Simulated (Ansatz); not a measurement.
# C: energy above lowest point against volume scale

Results calculated with Ansatz 0.2.0, not measured. Free energy against uniform scaling of the volume at fixed shape and fractions; periodic cell, basis, potentials, k mesh and filling as listed.

The cell before it is scaled or strained (space group Cmme, No. 67):
```
cell vectors (Å)
   1.2280    -2.1271     0.0000
   1.2280     2.1271     0.0000
   0.0000     0.0000     7.1733
atoms (fractions of the cell vectors)
C   0.08338  0.91662  0.75314
C   0.58338  0.41662  0.24686
C   0.91662  0.08338  0.24686
C   0.41662  0.58338  0.75314
```

Settings of every row: functional r2SCAN; dispersion none; potentials PAW; wave cutoff 600 eV; density cutoff 2400 eV; k mesh 11x11x4; k shift 0x0x0; occupations cold; smearing width 0.1 eV; spin none; SCF threshold exponent -9.

Limits: a layered crystal: even scaling strains the bonds within the layers, so this curve is stiffer than the crystal under pressure; the cell comes from a prototype or a list of computed structures and needn't be the stable phase.

| row | volume scale | V (Å³/atom) | energy above lowest point (meV/atom) |
| --- | --- | --- | --- |
| 1 | 0.9 | 8.432 | 91 |
| 2 | 0.925 | 8.666 | 48.9 |
| 3 | 0.95 | 8.9 | 20.7 |
| 4 | 0.975 | 9.134 | ? |
| 5 | 1 | 9.369 | 0 |
| 6 | 1.025 | 9.603 | 5 |
| 7 | 1.05 | 9.837 | 18.7 |
| 8 | 1.075 | 10.071 | 40.2 |
| 9 | 1.1 | 10.305 | 68.7 |

Question: what energy above lowest point should row 4 give?

Worked fit of energy above lowest point. Take u = (V_r/V)^(2/3) − 1 with V_r = 9.486 Å³ an atom, which is twice the finite (Eulerian) strain; such expansions in the strain, on which the Birch-Murnaghan equation of state is built, carry the rest volume and the bulk modulus. The shown rows have u = 0.08169, 0.06213, 0.04343, 0.00831, -0.00814, -0.02393, -0.03911, -0.05371. Least squares give energy above lowest point = 1.33 − 306 × u + 17465 × u² − 3465 × u³ meV/atom; a parabola predicts inner rows, each left out in turn, worse (root mean square 0.26 against 0.018 meV/atom). All shown rows lie on it to the printed digit. Its lowest point lies at u = 0.0088, or V = 9.362 Å³ an atom, and the curvature there gives the bulk modulus at fixed shape and fractions, B = (4/9)(1 + u)² E″(u)/V = 269 GPa. Letting shape and atoms relax would as a rule lower it, by much in layered, chain or molecular crystals. The withheld row has u = 0.02553, so the fit gives 1.33 − 306 × (0.02553) + 17465 × (0.02553)² − 3465 × (0.02553)³ = 4.8 meV/atom.

The calculation gave 4.9 meV/atom. The fit lies 0.1 meV/atom (0.11 % of the column's range) below it, one unit of the last digit.
